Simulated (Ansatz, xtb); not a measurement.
CH7FO3Si3: which of two isomers lies lower

Structure X is `C[Si]1(F)O[SiH2]O[SiH2]O1`, a singlet and structure Y is `C[Si@@H]1O[SiH2]O[Si@H](F)O1`, a singlet. Both are isolated molecules in the gas phase, relaxed with B3LYP/def2-SVP.

X (Å):

```xyz
15

C    -1.7435   -1.7183    1.4139
F    -0.1476   -1.2067   -0.8686
O    -1.1796    0.9235    0.3145
O     0.9270    2.2857    1.2642
O     0.8527   -0.3897    1.4410
Si   -0.5483   -0.5876    0.5759
Si   -0.5460    2.4584    0.5008
Si    1.7816    0.9540    1.7921
H    -2.6545   -1.8349    0.8063
H    -1.2953   -2.7137    1.5590
H    -2.0330   -1.3220    2.3994
H    -0.3505    3.0905   -0.8267
H    -1.4607    3.2592    1.3508
H     3.0779    0.8753    1.0757
H     1.9797    1.0349    3.2599
```

Y (Å):

```xyz
15

C    -2.0952    0.5508    2.7016
F     2.5359    0.7066    2.3386
O    -0.9899   -0.4386    0.2003
O     1.6702   -0.1706   -0.0118
O     0.2507    1.6310    1.3591
Si   -1.2631    0.9540    1.0883
Si    0.3745   -1.1361   -0.4505
Si    1.7805    1.1470    0.9787
H    -3.0783    0.0851    2.5246
H    -2.2511    1.4662    3.2953
H    -1.4840   -0.1463    3.2969
H    -2.0548    1.9037    0.2671
H     0.5558   -2.4979    0.1085
H     0.2775   -1.1674   -1.9302
H     2.5618    2.2261    0.3595
```

Quicker runs give these differences E(Y) − E(X): GFN2-xTB −0.094 eV; HF/STO-3G +0.028 eV (at GFN2-xTB geometries); r2SCAN-D4/def2-SVP 0.000 eV (at GFN2-xTB geometries).

Q: Estimate E(Y) − E(X) at the level CCSD(T)/def2-SVP + ΔMP2/def2-TZVPP.

A: Too close to call at this level: CCSD(T)/def2-SVP + ΔMP2/def2-TZVPP gives E(Y) − E(X) = −0.001 eV.

Level by level:

| level | geometry | E(Y) − E(X) (eV) | departure from the last row (eV) | job, with rough time for the two |
| --- | --- | --- | --- | --- |
| GFN2-xTB | GFN2-xTB | −0.094 | −0.094 | optimisation, 0.26 s |
| HF/STO-3G | GFN2-xTB | +0.028 | +0.028 | single point, 0.56 s |
| r2SCAN-D4/def2-SVP | GFN2-xTB | 0.000 | +0.001 | single point, 5.4 s |
| B3LYP/def2-SVP | B3LYP/def2-SVP | +0.012 | +0.013 | optimisation, 49 s |
| HF/def2-SVP | B3LYP/def2-SVP | +0.020 | +0.021 | part of the CCSD(T) run |
| MP2/def2-SVP | B3LYP/def2-SVP | −0.002 | −0.002 | part of the CCSD(T) run |
| CCSD(T)/def2-SVP | B3LYP/def2-SVP | +0.003 | +0.004 | single point |
| CCSD(T)/def2-SVP + ΔMP2/def2-TZVPP | B3LYP/def2-SVP | −0.001 |  | single point, 2.2 min |

As drawn, both hold the same kinds of bond in the same numbers.

The largest departure from CCSD(T)/def2-SVP + ΔMP2/def2-TZVPP is that of GFN2-xTB, 0.094 eV. The last row adds to CCSD(T) the change of the MP2 difference between the two basis sets, here −0.004 eV.

With thermal terms from frequencies at re-optimised GFN2-xTB minima (ideal gas, soft modes damped towards free rotors, one conformer each, 298.15 K, 1 atm): the zero-point term adds +0.006 eV; ΔH is +0.003 and ΔG +0.007 eV.

The correlated steps freeze 20 core orbitals. Mirror images aren't counted in ΔG. Codes used: Ansatz 0.2.0, xtb 6.7.1; the last row on 4 threads of Arm Neoverse V1 on a shared host.

The two isomers are effectively isoenergetic: the sign of the difference changes among the ab initio and density-functional levels, and the final −0.001 eV establishes no preference. Moving from X to Y amounts to exchanging methyl and hydrogen between two ring silicons. Fluorine stays on a silicon bearing two ring oxygens, so the strong Si–F and Si–O bonds, and the donation from oxygen lone pairs into the Si–F antibonding orbital, are largely retained. What remains is the small difference between having methyl or hydrogen beside fluorine on the same silicon, together with weak interactions across the ring.

The clear preference for Y in GFN2-xTB therefore probably reflects an imbalance in how its parameters treat these neighbouring polar bonds, not a real stabilisation. The thermal terms are also too small to create a meaningful preference. Y has two stereogenic silicons, so the near-degeneracy applies to the diastereomer drawn and need not carry over to the one with the opposite cis/trans arrangement of methyl and fluorine.
